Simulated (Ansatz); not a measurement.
Method: DFT PBE, scalar-relativistic, plane waves, PAW in Ansatz. Settings: cutoff 420 eV, Γ-centred meshes spaced at most about 0.3 Å⁻¹, and about 0.25 Å⁻¹ or finer for metals (2π included), Gaussian smearing. No spin polarisation in the final relaxations.

Energies over the elements count from the elements' standard structures at the same level, with no fitted energy shifts.

A relaxed structure of Mg5NiS6 has 17.11 Å³/atom, −1.19 eV/atom against the elements, no gap on its mesh:

```cif
data_structure
_symmetry_space_group_name_H-M 'P4/mmm'
_symmetry_Int_Tables_number 123
_cell_length_a 3.6573
_cell_length_b 3.6573
_cell_length_c 15.3486
_cell_angle_alpha 90.000
_cell_angle_beta 90.000
_cell_angle_gamma 90.000
_cell_volume 205.30
loop_
_atom_site_label
_atom_site_type_symbol
_atom_site_symmetry_multiplicity
_atom_site_Wyckoff_symbol
_atom_site_fract_x
_atom_site_fract_y
_atom_site_fract_z
_atom_site_occupancy
Mg1 Mg 2 g 0.00000 0.00000 0.65932 1
Mg2 Mg 2 h 0.50000 0.50000 0.82766 1
Mg3 Mg 1 a 0.00000 0.00000 0.00000 1
Ni1 Ni 1 d 0.50000 0.50000 0.50000 1
S1 S 2 g 0.00000 0.00000 0.82893 1
S2 S 1 c 0.50000 0.50000 0.00000 1
S3 S 2 h 0.50000 0.50000 0.34664 1
S4 S 1 b 0.00000 0.00000 0.50000 1
```

**Question.** Zn takes the place of Ni on the same sites, and the cell is relaxed. What changes?

**Answer.** Mg5ZnS6 has a = 3.685 Å, c = 15.628 Å: 17.68 Å³/atom, −1.283 eV/atom against the elements, a gap of 1.26 eV on its mesh. The volume per atom changes by +3.3 % and the formation energy by -0.09 eV/atom (from unrounded values). The gap opens. Covalent radii: Ni 1.24 Å, Zn 1.22 Å; electronegativities 1.91 and 1.65. Mg on a site of symmetry 4mm has 6 S at 2.57–2.63 Å; Mg on a second site of symmetry 4mm has 6 S at 2.61–2.64 Å; Zn has 6 S at 2.56–2.61 Å; S on a site of symmetry 4mm is surrounded by 1 Zn at 2.56 Å and 5 Mg at 2.61–2.64 Å; 4 more sites not described.

```
Mg Zn S
1.0
     3.68453    0.00000    0.00000
     0.00000    3.68453    0.00000
     0.00000    0.00000   15.62816
Mg Zn S
5 1 6
Direct
  0.50000 0.50000 0.16435
  0.00000 0.00000 0.33237
  0.50000 0.50000 0.50000
  0.00000 0.00000 0.66763
  0.50000 0.50000 0.83565
  0.00000 0.00000 0.00000
  0.00000 0.00000 0.16375
  0.50000 0.50000 0.33232
  0.00000 0.00000 0.50000
  0.50000 0.50000 0.66768
  0.00000 0.00000 0.83625
  0.50000 0.50000 0.00000
```

The two cells were relaxed from separate starts that ended on the same group and sites; neither need be the stable form of its compound. Kohn–Sham gaps at this level usually fall short of measured ones. No Hubbard U is applied to the 3d shell of Ni. The reference form of S is held partly by dispersion forces, which this level lacks. Trial moments died out on the coarse mesh in Mg5NiS6 P4/mmm; another magnetic start might hold. Cells relaxed within their symmetry can be saddle points.

Replacing Ni by Zn opens a gap and expands the cell, mostly along c. Both structures are ordered rock-salt variants with the substituted metal in octahedral sulfur coordination, so the main difference is d-shell filling. Divalent Ni is d⁸, and its partly filled, σ-antibonding e_g states, mixed with S 3p, leave bands at the Fermi level. In d¹⁰ Zn these states are full and lie deep, leaving a gap between mainly S 3p valence states and cation s-derived conduction states.

The expansion runs against the covalent radii but follows the octahedral ionic radii. The coordinates also show Ni–S contacts markedly shorter along c than in the plane, a contrast that nearly vanishes for Zn. This suggests that emptying Ni d(z²)-type antibonding states strengthens the axial bonds.

The more negative formation energy fits the lower electronegativity of Zn and the weaker cohesion of its metal, so it doesn't by itself indicate stronger Zn–S bonds. Nor does it show that either compound resists separation into binary sulfides, a real question for Zn, which prefers tetrahedral sulfur coordination.
